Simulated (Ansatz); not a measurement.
InCu2: the change of energy above lowest point with volume scale

Results calculated with Ansatz 0.2.0, not measured. Free energy against uniform scaling of the volume at fixed shape and fractions; periodic cell, basis, potentials, k mesh and filling as listed.

The cell before it is scaled or strained (space group P6_3/mmc, No. 194):
```
InCu2
1.0
      4.2943     0.0000     0.0000
     -2.1472     3.7190     0.0000
      0.0000     0.0000     5.2328
In Cu
2 4
Direct
  0.33333 0.66667 0.75000
  0.66667 0.33333 0.25000
  0.33333 0.66667 0.25000
  0.66667 0.33333 0.75000
  0.00000 0.00000 0.00000
  0.00000 0.00000 0.50000
```

Settings of every row: functional LDA; dispersion none; potentials PAW; wave cutoff 500 eV; density cutoff 2000 eV; k mesh 6x6x5; k shift 0x0x0; occupations cold; smearing width 0.1 eV; spin none.

Limits: coarse k mesh, up to 40 meV an atom off.

```csv
row,volume scale,V (Å³/atom),energy above lowest point (meV/atom)
1,0.92,12.814,58.2
2,0.9467,13.186,?
3,0.9733,13.557,8.4
4,1,13.928,0
5,1.0267,14.3,0.4
6,1.0533,14.671,8.3
7,1.08,15.043,22.4
```

Question: what energy above lowest point should row 2 give?

Worked fit of energy above lowest point. Take u = (V_r/V)^(2/3) − 1 with V_r = 14.114 Å³ an atom, which is twice the finite (Eulerian) strain; such expansions in the strain, on which the Birch-Murnaghan equation of state is built, carry the rest volume and the bulk modulus. The shown rows have u = 0.06654, 0.02721, 0.00888, -0.00869, -0.02547, -0.04161. Least squares give energy above lowest point = −0.79 − 26.7 × u + 13132 × u² + 8933 × u³ meV/atom; a parabola predicts inner rows, each left out in turn, worse (root mean square 0.42 against 0.057 meV/atom). All shown rows lie on it to the printed digit. Its lowest point lies at u = 0.0010, or V = 14.09 Å³ an atom, and the curvature there gives the bulk modulus at fixed shape and fractions, B = (4/9)(1 + u)² E″(u)/V = 133 GPa. Letting shape and atoms relax would as a rule lower it, by much in layered, chain or molecular crystals. The withheld row has u = 0.04638, so the fit gives −0.79 − 26.7 × (0.04638) + 13132 × (0.04638)² + 8933 × (0.04638)³ = 27.1 meV/atom.

The calculation gave 27.2 meV/atom. The fit lies 0.1 meV/atom (0.17 % of the column's range) below it, one unit of the last digit.
